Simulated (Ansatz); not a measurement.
**Strength of the C–H bond: CHClF2 → CClF2 + H**

Species: CHClF2 (difluorochloromethane) `FC(F)Cl`, singlet; CClF2 (chlorodifluoromethyl radical) `F[C](F)Cl`, doublet; H atom, doublet. 

Shapes, held fixed at every level: PBE0-D4/def2-TZVP. Programs: Ansatz 0.2.0. The zero-point and thermal change to 298 K, harmonic and unscaled (PBE0-D4/def2-TZVP), is -28.1 kJ/mol.

Task: Estimate ΔH(298 K) of this reaction.

Result: The highest level, CCSD(T)/CBS estimate, gives ΔH(298 K) = +430.0 kJ/mol; the levels span +399.3 to +430.0. The column of differences is taken from that level and isn't an error. No measured value is set beside it here. Open shells run unrestricted unless RO is named. The CBS estimate extrapolates MP2 from def2-TZVPP and def2-QZVPP and adds CCSD(T) − MP2 in the triple-zeta set, cores frozen.

```tsv
level	kind	ΔH(298 K) (kJ/mol)	less CCSD(T)/CBS estimate
PBE-D4/def2-TZVPP	GGA	+399.8	-30.2
r2SCAN-D4/def2-TZVPP	meta-GGA	+399.3	-30.7
PBE0-D4/def2-TZVPP	global hybrid	+404.5	-25.5
r2SCAN0-D4/def2-TZVPP	global hybrid	+401.5	-28.5
MP2/def2-SVP	perturbation theory	+401.6	-28.4
MP2/def2-TZVPP	perturbation theory	+419.5	-10.5
CCSD(T)/CBS estimate	coupled cluster or CI	+430.0	0.0
```

The C–H bond in CHClF2 is strong, at +430.0 kJ/mol by the coupled-cluster estimate, and every other level makes it weaker. Homolysis turns a bonding pair into two unpaired electrons, one on a hydrogen atom with no correlation energy of its own, so the pair's correlation must be recovered in full on the molecular side. This explains why MP2 rises from +401.6 to +419.5 kJ/mol with the larger basis, and the small-basis value's closeness to the density functionals is probably fortuitous. Exact exchange strengthens the bond slightly in both functional families but closes little of the gap.

In the radical, halogen lone pairs delocalise the unpaired electron, but fluorine also favours a pyramidal centre whose singly occupied orbital keeps considerable s character. That limits the stabilisation and is consistent with a strong bond. The value bears on hydrogen abstraction, not on the preferred thermal decomposition, which is known to proceed by loss of HCl to give difluorocarbene.
